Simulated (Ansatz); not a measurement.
# AsH3 (arsine): methods side by side

AsH3: 4 atoms, total charge 0, spin state singlet. As SMILES, `[AsH3]`. The coordinates come from a PBE0-D4/def2-TZVP relaxation. The run starts from this shape.

Each level gives the adiabatic ionisation energy (to the doublet cation, no zero-point term) (eV). The values are calculated.

```json
{"level": "SVWN5/def2-TZVP", "kind": "LDA", "program": "Ansatz", "value (eV)": "9.89"}
{"level": "r2SCAN/def2-TZVP", "kind": "meta-GGA", "program": "Ansatz", "value (eV)": "9.66"}
{"level": "B3LYP-D4/def2-TZVP", "kind": "global hybrid", "program": "Ansatz", "value (eV)": "9.81"}
{"level": "wB97X-V/def2-TZVP", "kind": "range-separated hybrid", "program": "Ansatz", "value (eV)": "9.67"}
```

All-electron rows without a relativistic Hamiltonian named are non-relativistic. The values span 9.66 to 9.89 eV.

The four levels place the adiabatic ionisation energy of arsine between 9.66 and 9.89 eV, a narrow range for such different functionals. The electron leaves the arsenic lone pair, an orbital of mainly 4p character with some 4s admixture that points away from the hydrogens. Because this pair favours the strongly pyramidal shape of the neutral molecule, removing one of its electrons lets the cation open towards a flatter geometry, and that relaxation lowers the adiabatic value below the vertical one.

The ordering does not follow the amount of exact exchange: r2SCAN, which has none, and the range-separated hybrid nearly coincide at 9.66 and 9.67 eV, while B3LYP-D4 lies closer to the LDA result. The remaining differences probably reflect how each functional balances exchange and correlation when the lone pair is broken. Agreement between r2SCAN and wB97X-V therefore doesn't by itself make the lower value the more accurate one. Without vertical energies, the share due to cation relaxation can't be separated from the electronic cost of ionisation.
